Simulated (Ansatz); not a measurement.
Abstraction of H: GaH(CH3)(SH) + SiH2(CH2)(OH) → Ga(CH3)(SH) + SiH2(CH3)(OH)

Species: GaH(CH3)(SH), singlet; SiH2(CH2)(OH), doublet; Ga(CH3)(SH), doublet; SiH2(CH3)(OH), singlet. A radical takes H: the energy is the difference in strength between the Ga–H bond broken and the C–H bond made.

Shapes, held fixed at every level: PBE0-D4/def2-TZVP. Flexible molecules stand in one conformer, not always the lowest. Programs: Ansatz 0.2.0. The zero-point and thermal change to 298 K, harmonic and unscaled (PBE0-D4/def2-TZVP), is +13.9 kJ/mol.

```json
{"level": "HF/def2-TZVPP", "kind": "Hartree–Fock", "ΔH(298 K) (kJ/mol)": "-55.0", "less CCSD(T)/def2-TZVPP": "+24.1"}
{"level": "PBE-D4/def2-TZVPP", "kind": "GGA", "ΔH(298 K) (kJ/mol)": "-93.1", "less CCSD(T)/def2-TZVPP": "-14.0"}
{"level": "wB97M-V/def2-TZVPP", "kind": "range-separated hybrid", "ΔH(298 K) (kJ/mol)": "-86.7", "less CCSD(T)/def2-TZVPP": "-7.6"}
{"level": "wB97X-V/def2-TZVPP", "kind": "range-separated hybrid", "ΔH(298 K) (kJ/mol)": "-78.0", "less CCSD(T)/def2-TZVPP": "+1.1"}
{"level": "MP2/def2-TZVPP", "kind": "perturbation theory", "ΔH(298 K) (kJ/mol)": "-88.4", "less CCSD(T)/def2-TZVPP": "-9.3"}
{"level": "CCSD/def2-SVP", "kind": "coupled cluster or CI", "ΔH(298 K) (kJ/mol)": "-77.8", "less CCSD(T)/def2-TZVPP": "+1.3"}
{"level": "CCSD(T)/def2-TZVPP", "kind": "coupled cluster or CI", "ΔH(298 K) (kJ/mol)": "-79.1", "less CCSD(T)/def2-TZVPP": "0.0"}
```

The highest level, CCSD(T)/def2-TZVPP, gives ΔH(298 K) = -79.1 kJ/mol; the levels span -93.1 to -55.0. The column of differences is taken from that level and isn't an error. No measured value is set beside it here. Open shells run unrestricted unless RO is named. Relativity is left out for Ga unless named. Correlated rows may include outer-core shells of Ga, which these sets cover unevenly.

Hydrogen transfer from gallium to carbon is exothermic at every level, with CCSD(T)/def2-TZVPP giving -79.1 kJ/mol, so the C–H bond formed is clearly stronger than the Ga–H bond broken. One likely contribution is poorer overlap of gallium's more diffuse valence orbitals with hydrogen 1s, though nothing computed here separates this from other causes. The reaction exchanges a carbon-centred radical for one whose unpaired electron probably sits largely in a gallium s–p hybrid. The positive vibrational and thermal term opposes the reaction, as expected when a soft Ga–H oscillator is replaced by a stiffer C–H one.

Hartree–Fock gives the least exothermic value, which suggests that electron correlation favours the products. The close agreement of CCSD/def2-SVP with CCSD(T)/def2-TZVPP does not show that triples are unimportant, because the basis changes as well and the two effects may cancel. The exothermicity establishes a thermochemical preference for hydrogen on carbon, but not a low barrier or rapid abstraction.
